**Note 1. Premises and conventions.** Take one periodic direction of length $L$, with wavevectors $G_n=2\pi n/L$ for integer $n$. The coarse (smooth) grid has $N$ points $x_j=jh$, $h=L/N$. The dense grid has $M>N$ points $y_m=mh'$, $h'=L/M$, and $M$ need not be a multiple of $N$. Both grids share the origin. The transforms carry the normalisation on the forward side,

$$c_n=\frac1N\sum_{j=0}^{N-1}f_j\,e^{-iG_nx_j},\qquad \hat V_n=\frac1M\sum_{m=0}^{M-1}V_m\,e^{-iG_ny_m}.\tag{1}$$

Everything below rests on one identity, the finite geometric series

$$\frac1N\sum_{j=0}^{N-1}e^{i(G_p-G_n)x_j}=\begin{cases}1,&p-n\ \text{a multiple of }N\\0,&\text{otherwise,}\end{cases}\tag{2}$$

and on its copy with $N\to M$. The ratio of successive terms is $r=e^{2\pi i(p-n)/N}$ with $r^N=1$, so the sum $(1-r^N)/(1-r)$ vanishes unless $r=1$. From (1), $c_{n+N}=c_n$. The samples fix one number per residue class of $n$ modulo $N$ and say nothing about which member of the class is meant. On the grid this is harmless, since $e^{iG_{n+N}x_j}=e^{iG_nx_j}$. Between grid points the members of a class are different functions, and zero padding is a rule for choosing among them.

**Note 2. What "pad with zeros" chooses.** The rule is to take the member of smallest $|n|$. For odd $N$ the range $|n|\le (N-1)/2$ holds each class once. For even $N$ the class of $n=N/2$, the Nyquist class, has two members of equal size, $\pm N/2$. Give them weights $w$ and $1-w$. With $\phi=\pi x/h$ we have $G_{N/2}x=\phi$, and the term is $c_{N/2}[we^{i\phi}+(1-w)e^{-i\phi}]$. On the grid $e^{\pm i\phi}=(-1)^j$, so every $w$ reproduces the samples. Two further demands fix $w$.

For real samples $c_{N/2}=N^{-1}\sum_j(-1)^jf_j$ is real, and a real interpolant needs $1-w=w^*$, that is $w=\tfrac12+i\eta$ with real $\eta$. The bracket is then $\cos\phi-2\eta\sin\phi$. Reality alone therefore leaves one parameter open. Mirror symmetry closes it: samples even in $j$ should give an even function, which requires $\eta=0$. The same value minimises $|w|^2+|1-w|^2=\tfrac12+2\eta^2$, and with it the norm of the interpolant and of each of its derivatives. So

$$f_I(x)=\sum_{|n|\le N/2}w_n\,c_n\,e^{iG_nx},\qquad w_n=\begin{cases}1,&|n|<N/2\\ \tfrac12,&|n|=N/2.\end{cases}\tag{3}$$

Zero padding is (3) evaluated at $x=y_m$: write $w_nc_n$ into a length-$M$ array at index $n$ modulo $M$, set the other entries to zero and transform back. The condition $M>N$ makes $+N/2$ and $-N/2$ distinct entries of that array. A library that puts no factor on the forward transform and $1/M$ on the backward one needs the extra factor $M/N$.

**Note 3. The kernel.** Insert (1) into (3) and exchange the two finite sums:

$$f_I(x)=\sum_{j=0}^{N-1}f_j\,D(x-x_j),\qquad D(x)=\frac1N\sum_{|n|\le N/2}w_n\,e^{iG_nx}.\tag{4}$$

Set $u=\pi x/L$, so that $G_nx=2nu$ and $Nu=\pi x/h$. The symmetric geometric series is

$$\sum_{n=-K}^{K}e^{2inu}=\frac{e^{i(2K+1)u}-e^{-i(2K+1)u}}{e^{iu}-e^{-iu}}=\frac{\sin(2K+1)u}{\sin u},$$

as multiplication of the left side by $e^{iu}-e^{-iu}$ shows, because the sum telescopes. For odd $N$, $2K+1=N$, and the result is the Dirichlet kernel. For even $N$ the half weights make the sum the mean of the series with $K=N/2-1$ and $K=N/2$, and $\sin(N-1)u+\sin(N+1)u=2\sin Nu\cos u$. Hence

$$D(x)=\frac{\sin(\pi x/h)}{N\sin(\pi x/L)}\ \ (N\ \text{odd}),\qquad D(x)=\frac{\sin(\pi x/h)}{N\tan(\pi x/L)}\ \ (N\ \text{even}).\tag{5}$$

A quick test tells which form belongs to which parity. Under $x\to x+L$ the numerator gains $(-1)^N$, the sine in the denominator changes sign and the tangent does not. Each form in (5) has period $L$ for its own parity and would be antiperiodic for the other.

Four properties follow from (4). First, $D(x_k-x_j)=\delta_{jk}$ by (2), the two half weights adding up to one full class. Second, $D$ is real and even. Third, $\sum_jD(x-x_j)=1$, because constant samples have only $c_0$. Fourth, $h'\sum_m D(y_m-x_j)=h$, because the dense sum keeps only $n=0$, so the charge $h\sum_j\rho_j$ survives padding exactly. As $L\to\infty$ at fixed $h$ both forms tend to $\sin(\pi x/h)/(\pi x/h)$. The kernel has negative lobes: for $N=16$, $D(3h/2)=-0.206$. Positive samples can thus interpolate to negative values.

**Note 4. What "band-limited" has to mean.** Let $f(x)=\sum_p\hat f_p\,e^{iG_px}$ with $\sum_p|\hat f_p|<\infty$. Inserting the samples into (1) and using (2) gives the aliasing sum

$$c_n=\sum_{k=-\infty}^{\infty}\hat f_{n+kN}.\tag{6}$$

Follow each mode $p$ through (3). A mode with $|p|<N/2$ returns unchanged. A mode with $|p|>N/2$ returns as $a_p(x)$, the member of its class inside the band, or $\cos(\pi x/h)$ if it falls in the Nyquist class, and $|a_p|\le1$ in both cases. The pair $p=\pm N/2$ returns as $(\hat f_{N/2}+\hat f_{-N/2})\cos\phi$ in place of $\hat f_{N/2}e^{i\phi}+\hat f_{-N/2}e^{-i\phi}$. Subtracting,

$$f_I-f=-i\,(\hat f_{N/2}-\hat f_{-N/2})\sin\frac{\pi x}{h}+\sum_{|p|>N/2}\hat f_p\,\big[a_p(x)-e^{iG_px}\big],\tag{7}$$

$$|f_I-f|\le|\hat f_{N/2}-\hat f_{-N/2}|+2\sum_{|p|>N/2}|\hat f_p|,\tag{8}$$

with the first term absent for odd $N$. Padding is exact if and only if $\hat f_p=0$ for $|p|>N/2$ and, for even $N$, $\hat f_{N/2}=\hat f_{-N/2}$. The "only if" holds because $f_I$ itself has this form. The exact space has dimension $N$, as it must for $N$ samples. For even $N$ it contains $\cos(\pi x/h)$ and lacks $\sin(\pi x/h)$, which vanishes at every sample.

The Nyquist condition refers to the grid origin. Move the grid by $s$, set $\phi_0=\pi s/h$ and measure $\phi$ from the new origin. Then $\cos(\phi+\phi_0)=\cos\phi_0\cos\phi-\sin\phi_0\sin\phi$, and only the first term is seen. The statement that does not depend on the origin is the strict one, $|p|<N/2$. The factor 2 in (8) counts each high mode once for being absent and once for appearing under a false index.

**Note 5. Adjoint with respect to what.** Write padding as the real $M\times N$ matrix $P_{mj}=D(y_m-x_j)$. Energies are quadratures of integrals, so the natural inner products carry the spacings,

$$\langle a,b\rangle_N=h\sum_ja_j^*b_j,\qquad\langle A,B\rangle_M=h'\sum_mA_m^*B_m.$$

The adjoint $T$ is defined by $\langle V,P\rho\rangle_M=\langle TV,\rho\rangle_N$ for all $V$ and $\rho$. Since $P$ is real, comparing the coefficient of each $\rho_j$ gives $T=(h'/h)P^{\mathsf T}=(N/M)P^{\mathsf T}$. Insert (4):

$$(TV)_j=\frac NM\sum_mV_m\,\frac1N\sum_nw_n\,e^{iG_n(y_m-x_j)}=\sum_nw_n\,\hat V_{-n}\,e^{-iG_nx_j}.$$

Relabel $n\to-n$ and use $w_{-n}=w_n$:

$$(TV)_j=\sum_{|n|\le N/2}w_n\,\hat V_n\,e^{iG_nx_j}.\tag{9}$$

For odd $N$ this is plain truncation: transform on the dense grid, keep $|n|<N/2$, transform back on the coarse grid. For even $N$ the single coarse Nyquist entry receives the mean,

$$\tfrac12\big(\hat V_{N/2}+\hat V_{-N/2}\big)(-1)^j,\tag{10}$$

which for real $V$ is $\mathrm{Re}\,\hat V_{N/2}\,(-1)^j$. The bare matrix transpose is $P^{\mathsf T}=(M/N)\,T$. It maps the constant 1 to $M/N$, while $T$ maps it to 1, so the weights $h$ and $h'$ are what make the adjoint a filter of unit gain.

**Note 6. The adjoint and the inverse differ at one mode.** Apply $T$ after $P$. Modes with $|n|<N/2$ pass both steps unchanged. The Nyquist coefficient $c$ is split into $c/2$ and $c/2$, and (10) takes their mean, $c/2$. With the projector $\Pi_{jk}=(-1)^{j+k}/N$ onto the alternating vector, for even $N$,

$$TP=1-\tfrac12\Pi,\qquad R=(1+\Pi)\,T,\qquad RP=1.\tag{11}$$

The last relation follows from $(1+\Pi)(1-\tfrac12\Pi)=1+\Pi-\tfrac12\Pi-\tfrac12\Pi^2=1$, since $\Pi^2=\Pi$. The left inverse $R$ puts the sum $\hat V_{N/2}+\hat V_{-N/2}$ into the Nyquist entry. The cause is a mismatch of norms: $(-1)^j$ has mean square 1 on the coarse grid, and its interpolant $\cos(\pi x/h)$ has mean square $\tfrac12$. For odd $N$, $TP=1$, padding is an isometry, and adjoint and left inverse coincide.

The practical consequence is that a round-trip test, pad and then restrict and demand the input back, selects $R$. A resampling routine should pass it. A routine that brings a potential down for use in the Hamiltonian should implement $T$, and on data with Nyquist content it fails that test by a factor of two in one mode. The right test for it is the defining identity of Note 5 on random vectors.

Other weights at $\pm N/2$ are allowed if both maps use them, since the derivation of (9) needs only real, even $w_n$. With weight 0 the maps obey $TP=1-\Pi$, and the adjoint is plain truncation to $|n|<N/2$; this pair no longer interpolates arbitrary samples. With weight $1/\sqrt2$ one gets $TP=1$, again without interpolation. For even $N$ interpolation needs the two weights to sum to 1 and isometry needs their squares to sum to 1, and no equal pair does both.

**Note 7. Why sampling the potential is another operation.** When $M$ is a multiple of $N$ one can read $V$ off at the coarse points. By the argument that gave (6), this decimation folds every dense component into its class with weight 1. It differs from (9) by all components above the band and by the factor two at the Nyquist pair. Truncation discards those components for a reason: $P\rho$ has no amplitude there, so they drop out of $\langle V,P\rho\rangle_M$. Nothing that the smooth density can feel is lost in (9). As an approximation to the function $V$, truncation deviates by at most $\sum_{|p|>N/2}|\hat V_p|$ when the Nyquist pair is empty, half of the bound (8).

**Note 8. The chain rule for a two-grid energy.** In ultrasoft-pseudopotential and PAW schemes the density has a smooth part from the pseudo-orbitals and a hard augmentation part. Let

$$\rho^s_j=\sum_if_i|\psi_i(x_j)|^2,\qquad \rho_m=(P\rho^s)_m+\rho^a_m,\qquad E=E_0[\psi]+E_d(\rho_0,\dots,\rho_{M-1}),\tag{12}$$

with fixed occupations $f_i$. Here $E_0$ holds the kinetic, nonlocal and one-centre terms, and $E_d$ is any differentiable function of the $M$ dense values, such as the Hartree, local ionic and exchange-correlation energies as actually coded. Define the dense potential as the derivative of that coded function per unit length, $V_m=h'^{-1}\partial E_d/\partial\rho_m$. Then

$$\frac{\partial E_d}{\partial\rho^s_j}=\sum_m\frac{\partial E_d}{\partial\rho_m}\,P_{mj}=h'\,(P^{\mathsf T}V)_j=h\,(TV)_j.\tag{13}$$

So the potential conjugate to the smooth density is $v=TV$. This step is algebra on finite arrays. It holds whether or not $\rho^s$ is band-limited and whether or not $E_d$ is converged in $M$. For the augmentation part, $\rho^a_m=\sum_{ab}\rho_{ab}Q_{ab}(y_m)$ with projector occupancies $\rho_{ab}$ and augmentation functions $Q_{ab}$, the same rule gives $\partial E_d/\partial\rho_{ab}=h'\sum_mV_mQ_{ab}(y_m)$, with the unfiltered $V$. The second derivative behaves as well: if $\delta V=K\,\delta\rho$ with $K$ self-adjoint on the dense grid, then $\delta v=TKP\,\delta\rho^s$, and $TKP$ is self-adjoint on the coarse grid because $T$ and $P$ are adjoint to each other.

Now suppose the Hamiltonian is built with some other coarse potential $u$, so that $H_u\psi_i=\varepsilon_iS\psi_i$ with overlap operator $S$ and $\langle\psi_i|S|\psi_i\rangle=1$, the local term being $\langle\varphi|u|\psi\rangle=h\sum_j\varphi_j^*u_j\psi_j$. Let $\lambda$ be a parameter such as an atomic position. By (13) the change of $E$ through the orbitals is $\sum_if_i\langle\delta\psi_i|H_v|\psi_i\rangle+\text{c.c.}$ Write $H_v=H_u+(v-u)$. The $H_u$ part gives $\sum_if_i\varepsilon_i(\langle\delta\psi_i|S|\psi_i\rangle+\text{c.c.})$, and the normalisation condition turns this into $-\sum_if_i\varepsilon_i\langle\psi_i|\delta S|\psi_i\rangle$. The rest gives $h\sum_j(v_j-u_j)\,\delta\rho^s_j$. Therefore

$$\frac{dE}{d\lambda}=\left.\frac{\partial E}{\partial\lambda}\right|_\psi-\sum_if_i\varepsilon_i\Big\langle\psi_i\Big|\frac{\partial S}{\partial\lambda}\Big|\psi_i\Big\rangle+\Big\langle v-u,\frac{d\rho^s}{d\lambda}\Big\rangle_N.\tag{14}$$

The first two terms are the generalised Hellmann–Feynman expression that a code evaluates. The third needs the response of the density and is never computed. It vanishes for every response exactly when $v-u$ has no overlap with the accessible density changes, and $u=TV$ guarantees that. A constant $v-u$ gives zero when the smooth charge is conserved, but it still shifts all eigenvalues.

**Note 9. The link to the dual-space Hamiltonian.** Let $\psi(x)=L^{-1/2}\sum_nc_n\,e^{i(k+G_n)x}$, with $c_n$ now the orbital coefficients, and let $n_\rho$ be the largest difference $|n-n'|$ within the basis. From (12) and (13) the local part of $\partial E/\partial c_n^*$ is $f\sum_{n'}v_{nn'}c_{n'}$ with

$$v_{nn'}=\frac1N\sum_jv_j\,e^{-i(G_n-G_{n'})x_j}.\tag{15}$$

If $N\ge2n_\rho+1$, then $|n-n'|<N/2$, and (9) with (2) gives $v_{nn'}=\hat V_{n-n'}$, the same matrix element that the dense grid would give. Under the same condition $\rho^s$ is strictly band-limited, so $P\rho^s$ equals $\sum_if_i|\psi_i(y_m)|^2$, it is non-negative, its Nyquist entry is empty, and $T$, $R$ and plain truncation give the same Hamiltonian. Decimation still does not. If $N$ is smaller, $\rho^s$ is aliased and $E$ in (12) is a different function of the $c_n$, but (15) with $v=TV$ remains its exact gradient. With the cutoff $|k+G|\le G_c$, the safe value is $n_\rho=\lfloor 2G_cL/2\pi\rfloor$. It can exceed twice the largest index at $k=0$ by one, as Note 12 shows.

**Note 10. Three dimensions and the planar average.** In reduced coordinates the three-dimensional maps are tensor products of the one-dimensional ones. The weight is $w_{n_1}w_{n_2}w_{n_3}$, equal to $\tfrac12$, $\tfrac14$ and $\tfrac18$ on the faces, edges and corners of an even box. Codes often keep a sphere $|\mathbf G|\le2G_c$ inside the box, which is a weight of 1 or 0 that is even in $\mathbf G$ and respects the point group. Its adjoint is truncation to the same sphere. The average over a grid plane normal to the third axis selects the coefficients with $n_1=n_2=0$, by (2). These have $w_{n_1}=w_{n_2}=1$, so averaging over planes commutes with $P$ and with $T$, and a planar-averaged profile obeys the one-dimensional formulas.

**Note 11. Range of validity.**

(a) The kernel (5), the adjoint (9), the relations (11) and the chain rule (13) are identities for uniform periodic grids with a common period and $M>N$. They involve no approximation beyond rounding.

(b) Exactness of the interpolation needs the band limit of Note 4. Otherwise (8) bounds the deviation. The bound falls exponentially in $N$ for a function analytic in a strip, and as a power of $N$ for finite smoothness. For an abrupt step, $|\hat f_p|\propto1/|p|$, the sum in (8) diverges, and an overshoot next to the step persists for all $N$.

(c) Consistent derivatives require that $V$ be the derivative of the coded $E_d$. For a gradient-dependent functional this means that the divergence in the potential is minus the adjoint of the gradient used in the energy. Density thresholds and clipping of negative values make $E_d$ non-differentiable where they act.

(d) Consistency is a weaker property than translational invariance. A local nonlinear $E_d$ is invariant only under shifts by $h'$. For a polynomial of degree $q$ in a density of bandwidth $n_\rho$, the integrand has indices up to $qn_\rho$, and the dense quadrature is exact when $M>qn_\rho$. An exchange-correlation energy is no polynomial, so a ripple in $E$ remains when the crystal slides over the grid. With $v=TV$ the forces are the exact derivatives of that rippled energy, ripple included.

(e) Equation (14) assumes converged orbitals and fixed occupations. For a strain the cell changes while the integer indices and the matrices $P$ and $T$ stay fixed, so (13) carries over at a fixed set of plane waves.

**Note 12. Numbers for a GaAs/AlAs superlattice.** Take (GaAs)$_4$(AlAs)$_4$ grown along [001], with a common cubic lattice constant of approximately $a=5.65$ Å. One monolayer is $a/2=2.825$ Å thick, so $L=4a=22.6$ Å and $G_1=0.27802$ Å$^{-1}$. Anion and cation planes alternate at spacing $a/4$. Put the origin on an interfacial As plane, with GaAs in $0<x<L/2$, and let $\theta=2\pi x/L$. The model for the planar-averaged potential energy of an electron is

$$V=-A_1\cos8\theta-A_2\cos16\theta+\sum_{n\ \mathrm{odd}>0}b_n\sin n\theta,\qquad b_n=\frac{2\Delta}{\pi n}\,g_n,\qquad g_n=e^{-G_n^2\sigma^2/2}.\tag{16}$$

The first two terms have the periods $a/2$ and $a/4$. The third is a square wave between $\pm\Delta/2$, whose sine coefficients are $2\Delta/\pi n$, convolved with a normalised Gaussian of standard deviation $\sigma$, which multiplies each coefficient by $g_n$. Near $x=0$ it equals $(\Delta/2)\,\mathrm{erf}(x/\sqrt2\sigma)$. The inputs are assumed model values: $A_1=1.5$ eV, $A_2=0.5$ eV, $\Delta=0.5$ eV, $\sigma=1.0$ Å. The step is chosen of the order of the typical valence-band offset, about 0.5 eV; in a real calculation all three amplitudes depend on the pseudopotentials. The digits below describe the grid operations on this model and are no prediction for the material. Then $G_1^2\sigma^2/2=0.038647$ and

| $n$ | 1 | 3 | 5 | 7 | 9 | 11 | 13 | 15 | 17 |
|---|---|---|---|---|---|---|---|---|---|
| $b_n$ (meV) | 306.24 | 74.93 | 24.23 | 6.844 | 1.546 | 0.2695 | 0.0357 | 0.0036 | 0.00026 |

Choose on purpose a grid that is too coarse, $N=16$ with $h=1.4125$ Å, one point on each atomic plane, and a dense grid $M=48$ with $h'=0.4708$ Å. The monolayer harmonic $n=8$ is now the Nyquist mode.

*Interpolation from the 16 samples.* The $A_1$ term is a pure cosine about the grid origin, and the equal split returns it exactly. Placing the whole coefficient at $+8$ would give $-A_1e^{8i\theta}$, with an imaginary part of magnitude 1.5 eV midway between the planes. Shifting the grid by $h/4$ would lose the sine part, of amplitude $A_1\sin(\pi/4)=1.06$ eV, and a shift by $h/2$ would lose the whole term. The $A_2$ term has $n=16$, in the class of $n=0$. It returns as the constant $-A_2$, with deviation $-A_2(1-\cos16\theta)=-2A_2\sin^28\theta$, which is $-1000$ meV at the midpoints. In the step, $\sin n\theta$ with $9\le n\le15$ returns as $-\sin(16-n)\theta$, and $\sin(16-n)\theta+\sin n\theta=2\sin8\theta\cos(n-8)\theta$, so its deviation is

$$-2\sin8\theta\sum_{n=9,11,13,15}b_n\cos(n-8)\theta,$$

up to terms of the size of $b_{17}$. At the first midpoint, $\theta=\pi/16$ or $x=0.706$ Å, this is $-3.52$ meV: the step has the value 129.99 meV and its interpolant 126.47 meV. The bound (8) for the step is $2\sum_{n\ge9}b_n=3.71$ meV. Truncation of the step at $n\le7$ deviates by $-1.76$ meV at the same point. For scale, $k_BT$ at 300 K is 25.9 meV. On this grid the aliasing of the short lattice harmonic outweighs that of the interface by more than two orders of magnitude.

*The adjoint test.* Put one electron on the coarse grid with the assumed positive profile $\rho^s_j=L^{-1}(1+\alpha\sin\theta_j+\beta\cos8\theta_j+\gamma\sin7\theta_j)$, $\alpha=0.6$, $\beta=0.3$, $\gamma=0.05$. It lies in the exact space of Note 4. The dense-grid energy $E=\langle V,P\rho^s\rangle_M$ follows from the mean square $\tfrac12$ of each harmonic:

$$E=-\tfrac12\beta A_1+\tfrac12\alpha b_1+\tfrac12\gamma b_7=(-225+91.87+0.17)\ \text{meV}=-132.96\ \text{meV}.$$

The adjoint potential, with $\hat V_{\pm8}=-A_1/2$ in (10), is $v_j=-\tfrac12A_1(-1)^j+\sum_{n\le7}b_n\sin n\theta_j$. Its Nyquist amplitude is half that of $V$ at the same points, and the coarse mean square of $(-1)^j$, which is 1, restores $-\tfrac12\beta A_1$. The table lists $\langle u,\rho^s\rangle_N$ and its derivatives, in meV, for four ways of bringing $V$ down while the density is always padded by (3).

| coarse potential $u$ | energy | $\partial/\partial\beta$ | $\partial/\partial\gamma$ |
|---|---|---|---|
| $TV$, mean at Nyquist | $-132.96$ | $-750$ | 3.422 |
| $RV$, sum at Nyquist | $-357.96$ | $-1500$ | 3.422 |
| Nyquist entry dropped | $92.04$ | 0 | 3.422 |
| decimation, $u_j=V(x_j)$ | $-858.0$ | $-1500$ | 2.649 |

Only the first row reproduces $E$ and both derivatives, $-A_1/2$ and $b_7/2$. Decimation is off by $-725.0$ meV, made of $-500$ meV from $A_2$ folded onto the constant, $-225$ meV from the doubled Nyquist term and $-0.04$ meV from the step. Its derivative with respect to $\gamma$ is $(b_7-b_9)/2$, too small by 23 %, and this occurs at a mode inside the band.

*What the model leaves out.* Equation (16) gives the lattice harmonics the same amplitude in both materials. If $A_1$ differs between them by $\delta A_1$, with the same interface smoothing, there is an added term $\tfrac12\delta A_1\cos8\theta$ times the unit square wave $(4/\pi)\sum_{n\ \mathrm{odd}}g_n\sin n\theta/n$. Since $\sin\theta\cos8\theta=\tfrac12(\sin9\theta-\sin7\theta)$, it puts a sideband of amplitude $\delta A_1g_1/\pi$ at $n=9$. With $g_1=0.962$ and an assumed $\delta A_1=0.2$ eV this is 61 meV, some 40 times $b_9$. On $N=32$ the step alone is bounded by $2\sum_{n\ge17}b_n=0.00056$ meV and the $A_2$ term becomes a Nyquist cosine that the split recovers, but an assumed difference $\delta A_2=0.05$ eV leaves a sideband of 15 meV at $n=17$, outside the band. The bandwidth of a superlattice potential is set by the highest lattice harmonic plus the width of the interface spectrum.

*A working grid.* For an assumed cutoff of 150 eV, with $\hbar^2/2m_e=3.810$ eV Å$^2$, $G_c=6.275$ Å$^{-1}$ and $G_c/G_1=22.57$. At $k=0$ the indices along the growth axis run from $-22$ to $22$, so $n_\rho=44$ and $N\ge89$, which $N=90$ satisfies. At the zone edge $k=G_1/2$ they run from $-23$ to $22$, since $22.5<22.57$, so $n_\rho=45$ and $N\ge91$. On $N=90$ the density of such a state occupies the Nyquist pair and the distinction between (10) and (11) is live. On $N=96$, with $h=0.2354$ Å, the smooth density is strictly band-limited for every $k$, padding is exact, and truncation to $|n|\le45$ gives the dense-grid matrix elements $\hat V_{n-n'}$.